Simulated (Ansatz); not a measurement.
## Ligand exchange: C3H7FO + GeH2(CH3)F → C2H4F2O + GeH2(CH3)2

Species: C3H7FO `COC(C)F`, singlet; GeH2(CH3)F, singlet; C2H4F2O `COC(F)F`, singlet; GeH2(CH3)2, singlet. The partners trade CH3 for F: C–CH3 and Ge–F bonds give way to C–F and Ge–CH3.

Shapes, held fixed at every level: PBE0-D4/def2-TZVP. Flexible molecules stand in one conformer, not always the lowest. Programs: Ansatz 0.2.0. The zero-point and thermal change to 298 K, harmonic and unscaled (PBE0-D4/def2-TZVP), is -2.3 kJ/mol.

```csv
level,kind,ΔH(298 K) (kJ/mol),less CCSD(T)/def2-TZVPP
HF/def2-SVP,Hartree–Fock,+81.9,+0.2
SPW92/def2-TZVPP,LDA,+72.3,-9.4
wB97X-V/def2-TZVPP,range-separated hybrid,+85.9,+4.2
MP2/def2-TZVPP,perturbation theory,+85.6,+3.9
CCSD(T)/def2-SVP,coupled cluster or CI,+81.7,0.0
CCSD/def2-SVP,coupled cluster or CI,+83.1,+1.4
CCSD(T)/def2-TZVPP,coupled cluster or CI,+81.7,0.0
```

The highest level, CCSD(T)/def2-TZVPP, gives ΔH(298 K) = +81.7 kJ/mol; the levels span +72.3 to +85.9. The column of differences is taken from that level and isn't an error. No measured value is set beside it here. Relativity is left out for Ge unless named. Correlated rows may include outer-core shells of Ge, which these sets cover unevenly.

The exchange is strongly endothermic at every level, so fluorine prefers germanium and methyl prefers carbon. Germanium is the more electropositive centre, and its bond to fluorine gains much more from ionic character than its bond to methyl does. Giving up Ge–F and C–C for C–F and Ge–C therefore costs energy, even though C–F is itself a strong bond. The product ether probably recovers part of that cost through geminal-fluorine and anomeric stabilisation, with oxygen lone-pair density delocalising into the C–F antibonding orbitals. A carbon centre without these substituents would then be expected to show a larger penalty.

In the def2-SVP basis, Hartree–Fock and CCSD(T) differ by only 0.2 kJ/mol. This suggests that correlation contributions largely cancel between the two sides, not that they are small in each molecule. LDA gives the lowest value, but its deviation is far too small to alter the preference. With two molecules on each side, entropy is unlikely to overturn it either, though the enthalpy says nothing about the barrier to exchange.
